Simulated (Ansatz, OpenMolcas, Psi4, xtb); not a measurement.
# CH3ClF2Si (SMILES C[Si](F)(F)Cl): methods side by side

CH3ClF2Si: 8 atoms, total charge 0, spin state singlet. As SMILES, `C[Si](F)(F)Cl`. The coordinates come from a PBE0-D4/def2-TZVP relaxation.

| atom | x (Å) | y (Å) | z (Å) |
| --- | --- | --- | --- |
| C | -0.8085 | -0.2990 | 0.5122 |
| Si | 0.6906 | 0.1514 | -0.4392 |
| F | 1.9870 | -0.4723 | 0.2191 |
| F | 0.6162 | -0.4156 | -1.9142 |
| Cl | 0.9631 | 2.1585 | -0.5609 |
| H | -0.9171 | -1.3854 | 0.5498 |
| H | -0.7402 | 0.0804 | 1.5334 |
| H | -1.6988 | 0.1248 | 0.0441 |

Quantity: the HOMO–LUMO gap, in eV. The values are calculated.

| level | kind | program | value (eV) | CPU time |
| --- | --- | --- | --- | --- |
| GFN0-xTB | semi-empirical | xtb | 6.35 | under 2 s |
| HF/def2-SVP | Hartree–Fock | OpenMolcas | 17.32 | 6.6 s |
| SVWN5/def2-SVP | LDA | OpenMolcas | 8.36 | 16 s |
| BP86/def2-SVP (density fitting) | GGA | Psi4 | 8.56 | 6.8 s |
| TPSS/def2-SVP | meta-GGA | OpenMolcas | 8.86 | 28 s |
| r2SCAN/def2-SVP | meta-GGA | Ansatz | 9.51 | 13 s |
| B3LYP/def2-SVP | global hybrid | Ansatz | 10.18 | 7.1 s |
| PBE0/def2-SVP | global hybrid | OpenMolcas | 10.87 | 20 s |
| wB97X/def2-SVP | range-separated hybrid | Ansatz | 15.48 | 24 s |
| PBE-QIDH/def2-SVP | double hybrid | Ansatz | 14.91 | 9.5 s |

The values span 6.35 to 17.32 eV. Orbital gaps aren't excitation energies, and those of double hybrids come from the SCF part alone; they tend to grow with the share of exact exchange. CPU times are rough (shared hosts, several kinds of processor and program).

The gap of this one molecule depends strongly on how exchange is treated. The semi-local functionals lie between 8.36 and 9.51 eV, the two global hybrids somewhat higher, and Hartree–Fock at the top. In a local Kohn–Sham potential, occupied and empty orbitals feel the same field, and the gap lacks the derivative discontinuity. Non-local exchange instead stabilises the occupied levels, while the empty ones see the field of all the electrons and move towards electron-attachment levels. wB97X exceeds even PBE-QIDH because its exchange becomes fully exact at long range, so its gap is closer in meaning to ionisation energy minus electron affinity.

Chemically, the HOMO is probably mostly a chlorine 3p lone pair, since the fluorine lone pairs are bound more deeply, and the LUMO probably has Si–Cl antibonding character. A saturated molecule like this is unlikely to bind an extra electron firmly, so the larger gaps partly reflect an empty level confined by a compact basis, and diffuse functions would probably lower them.
